## Where should the k points go?

A crystal calculation averages over electron waves of different wavelength and direction, and the k mesh is the list of wave vectors it actually samples, each with several electron states. In this table the atoms, the cell and the r2SCAN functional stay the same, and only that list changes. The three numbers in a mesh are the divisions along the two equivalent in-plane directions and along c. The question is whether the total number of points governs the error or whether their direction matters, and what that implies for the row marked with question marks.

Ansatz 0.2.0, r2SCAN, PAW, 500 eV plane-wave cutoff: non-spin-polarized AlNi2 (P-3m1, 6 atoms) at fixed geometry, Gaussian smearing 0.1 eV. Meshes are Gamma-centred; the reference is 18x18x12. Energies are taken at zero smearing, pressure is positive in compression and corrected for the finite cutoff, and the force change is the largest over atoms and axes.

```csv
k mesh,energy less reference (meV per atom),pressure less reference (GPa),largest force change (eV/Å),pressure (GPa)
1x1x1,671.3,2.622,1.381,3.274
3x3x2,29.1,0.398,0.153,1.050
6x6x4,2.1,0.045,0.016,0.697
6x6x6,1.9,0.044,0.011,0.696
12x12x10,-0.1,-0.001,0.006,0.651
12x12x6,?,?,?,?
12x12x8,-0.2,0.002,0.002,0.654
```

## From 1x1x1 to 6x6x4: the steep part

With a single k point, one wave vector stands in for the whole range, and the energy is wrong by 671 meV per atom relative to the 18x18x12 reference. This metal then even looks like an insulator, with a gap of 0.98 eV, because no other wave vectors are there to reveal the partly filled bands. At 6x6x4 the error is 2.1 meV per atom, about 320 times smaller. The pressure error shrinks by a factor of only about 58 over the same stretch, and the largest force change by about 86. Pressure measures how the total energy responds to squeezing the cell, and force how it responds to moving an atom, so each weights the sampled waves differently. A mesh judged by its energy alone has therefore not been tested for the other two. The pressure is also a mean over directions, in which errors can cancel. With one k point the stress is −18 GPa in the plane and 46 GPa along c, yet the mean is only 3.3 GPa.

The 3x3x2 row shows what an intermediate mesh costs. Its pressure error is 0.398 GPa, in the sense of too much compression, so a relaxed cell would come out slightly too large. Nickel aluminides have bulk moduli of very roughly 200 GPa (a recalled size), which makes this about 0.2 % in volume. The energy error of 29 meV per atom is more serious, because competing alloy phases can differ by no more than that.

## Why a finer mesh helps

A mesh with $N$ divisions along one direction is equivalent to a block of $N$ cells whose two ends are joined. An electron in that block can travel around it and meet itself, which it could not do in an endless crystal. The sampling error is the sum of these false meetings, one term for each way around the block. Longer ways contribute less, so the error falls as the block grows.

In a metal the fall is slowed by the boundary between filled and empty states, which is sharp in k space. Smearing the occupations softens that boundary and makes the long-distance terms die out sooner. The terms can also change sign with length, so a finer mesh need not be better at every step. All this is standard theory; the table contains only its net effect.

The same picture allows a guess for a neighbouring case. What counts is the number of divisions times the cell edge, so a cell twice as long in one direction needs about half as many divisions there.

## From 6x6x4 to 6x6x6: points along c only

These two rows are the most telling pair among the known results. The second mesh has half as many points again, all of them spent on the c direction. The energy error falls by only about 10 % and the pressure error by about 2 %. The largest force change falls by nearly a third, but this hides a bigger response. The force along c on one of the nickel atoms moves from −0.008 to 0.018 eV/Å, past the reference value of 0.008 eV/Å, so its error changes sign.

A rule based on the total number of points does not describe this pair well. Fitted to the size of the energy error in the six known rows, such a power law expects a fall of 38 % between these two meshes. It catches the broad decline down the table, but it cannot know in which direction the new points were placed.

Theory suggests a simple alternative. If ways around the block that combine both directions are neglected, the error splits into two parts:

$$\Delta(N_a,N_c)\approx A(N_a)+C(N_c).$$

Here $\Delta$ is the error relative to the reference, $N_a$ the number of in-plane divisions and $N_c$ the number along c. The 6x6 pair suggests that $C$ matters little for energy and pressure. The simplest model then drops it and gives each in-plane division a single error level.

## The 12x12 rows and a forecast for 12x12x6

The two known 12x12 meshes lie within 0.2 meV per atom of the reference. At this level the reference itself becomes a concern, since its own convergence is not shown. The force change is also irregular: it is larger for 12x12x10 than for the coarser 12x12x8. The same nickel force lies above the reference for 12x12x8 and below it for 12x12x10, so it swings around the reference instead of approaching it from one side.

The model was fitted to the four known rows with 6x6 or 12x12 in-plane divisions. The two coarsest meshes were left out because their blocks are too short for the argument about a few leading terms. For 12x12x6 the energy forecast is just the mean of the two known 12x12 rows:

$$\frac{-0.1+(-0.2)}{2}=-0.15\ \text{meV per atom}.$$

When each of the four rows is left out in turn, the model misses it by typically 0.16 meV per atom. Twice that, with a little added for rounding, gives the range. The same procedure for the other two quantities completes the forecast:

- energy error: −0.15 meV per atom, range −0.5 to 0.2;
- pressure error: 0.0005 GPa, range −0.0045 to 0.0055;
- largest force change: 0.004 eV/Å, range 0 to 0.013.

These ranges rest on only two pairs of rows and are rough. The force forecast is the least safe, because forces did respond to the c division at 6x6, and a miss there is more likely upward. The point-count rule gives an energy error of about 0.26 meV per atom in size, without a sign. The energy may therefore fail to separate the two rules.

## The missing row

The withheld rows as computed:

```csv
k mesh,energy less reference (meV per atom),pressure less reference (GPa),largest force change (eV/Å),pressure (GPa)
12x12x6,-0.3,-0.006,0.008,0.646
```

The energy error of −0.3 meV per atom lies inside its range. It does not favour the in-plane model, however, since the point-count rule comes closer in size. With values printed to 0.1 meV per atom, the difference between the two rules is too fine to settle here. The case against the point count rests on the 6x6 pair alone. It is not strong, because the mismatch there is about as large as the rule's typical miss when a row is left out of its fit.

The largest force change, 0.008 eV/Å, is also inside its range, but it is twice the forecast and lies on the side where a miss seemed more likely. Across the three 12x12 meshes the force change is smallest for the middle c division. The nickel force is below the reference with 6 divisions along c, above it with 8 and below it again with 10. The small error at 12x12x8 may therefore be a lucky crossing, and adding points along c does not improve the forces steadily.

The pressure forecast failed. The computed error is −0.006 GPa, below the lower end of the range. In practice this is tiny: with the same rough bulk modulus it changes the volume by a few thousandths of a percent. For the model it matters, because the miss exposes a weak step in the reasoning.

## What the pressure miss teaches

The step from 6x6x4 to 6x6x6 changes the pressure error by 0.001 GPa. The step from 12x12x6 to 12x12x8 also adds only c points, yet it changes the pressure error by $0.002-(-0.006)=0.008$ GPa. The finer step has the larger effect, which the model did not allow for. It acts mainly on the stress along c, which rises by 0.035 GPa, while the in-plane stress falls by only 0.005 GPa.

The mistake was to read a small difference as a small contribution. The 6x6 pair shows only that $C(4)$ and $C(6)$ are nearly equal for the pressure. Both could be some thousandths of a GPa away from zero, and the similarity would hide it. Terms that change sign with length can produce such a coincidence.

The block picture could have given a warning. At 6x6x6 the block measures 24 Å in the plane and 29 Å along c, so the shortest way around lies in the plane. At 12x12x6 the in-plane length has grown to 48 Å, and the shortest way now runs along c. Length alone does not set the size of the effect, though. At 6x6x4 the shortest way also ran along c, at 20 Å, and lengthening it to 29 Å hardly changed the energy or the pressure.

There is a second possibility: the two parts may not simply add. Ways around the block that run partly in the plane and partly along c were neglected, and they could make the effect of c points depend on the in-plane division. A 6x6x8 mesh would help to decide. If the parts add, its pressure should differ from that of 6x6x6 by the same 0.008 GPa; the table has no such row.

The revealed row also gives a clean test of the plane. From 6x6x6 to 12x12x6 only the in-plane division changes, and the energy error goes from 1.9 to −0.3 meV per atom. The in-plane model describes this large step, but the point-count rule also expects a large fall, since the number of points quadruples. What the in-plane model misses is the small remainder, in which the c direction has a visible share. For this cell, a demand of a few meV per atom is met from 6x6x4 onward. Relaxing the cell shape is a stricter test: at 6x6x4 the stress along c is still 0.32 GPa from the reference, about seven times the pressure error. Going from 4 to 6 divisions along c hardly helps: that stress is 0.88 GPa at 6x6x4 and still 0.87 GPa at 6x6x6. Doubling the in-plane divisions brings it to 0.58 GPa at 12x12x6, close to the reference value of 0.56 GPa. The direction in which an error shows up need not be the direction that lacks points. A demand of a few thousandths of a GPa calls for varying the c division separately, at the in-plane density that will actually be used.

One restriction concerns the metal itself. The calculations allow no magnetic moments, and a magnetic state, if there is one, would have a different boundary between filled and empty states and could converge differently. The printed analysis that follows gives the fits and their misses row by row.

Output of the analysis:

```
fit of E on 4 rows (Na >= 6): constant -0.15 +/- 0.079, coefficient of coarse 2.15 +/- 0.11; rms 0.0791, worst 6x6x4 -0.1, leave-one-out rms 0.158
  rows outside the fit (model, value, miss): 1x1x1 -0.15, 671.3, -671; 3x3x2 -0.15, 29.1, -29.2; 12x12x6 -0.15, -0.3, 0.15
fit of P on 4 rows (Na >= 6): constant 0.0005 +/- 0.0011, coefficient of coarse 0.044 +/- 0.0016; rms 0.00112, worst 12x12x8 -0.0015, leave-one-out rms 0.00224
  rows outside the fit (model, value, miss): 1x1x1 0.0005, 2.622, -2.62; 3x3x2 0.0005, 0.398, -0.398; 12x12x6 0.0005, -0.006, 0.0065
fit of F on 4 rows (Na >= 6): constant 0.004 +/- 0.0023, coefficient of coarse 0.0095 +/- 0.0032; rms 0.00226, worst 6x6x4 -0.0025, leave-one-out rms 0.00453
  rows outside the fit (model, value, miss): 1x1x1 0.004, 1.381, -1.38; 3x3x2 0.004, 0.153, -0.149; 12x12x6 0.004, 0.008, -0.004
fit of logEsize on 6 rows: constant 2.895 +/- 0.1, coefficient of logNk -1.185 +/- 0.044; rms 0.0957, worst 12x12x10 0.153, leave-one-out rms 0.163
  rows outside the fit (model, value, miss): 12x12x6 -0.5838, -0.5229, -0.0609
Size of the energy error at 12x12x6 by the point-count rule, meV per atom: 0.2607
Fall of the energy error from 6x6x4 to 6x6x6 expected by the point-count rule, percent: 38.15
Computed fall of the energy error from 6x6x4 to 6x6x6, percent: 9.524
Computed fall of the pressure error from 6x6x4 to 6x6x6, percent: 2.222
Computed fall of the force error from 6x6x4 to 6x6x6, percent: 31.25
Energy error at 1x1x1 over that at 6x6x4, ratio: 319.7
Pressure error at 1x1x1 over that at 6x6x4, ratio: 58.27
Force error at 1x1x1 over that at 6x6x4, ratio: 86.31
In-plane length of the cell that 12 divisions represent, angstrom: 47.69
Length along c of the cell that 6 divisions represent, angstrom: 29.43
```
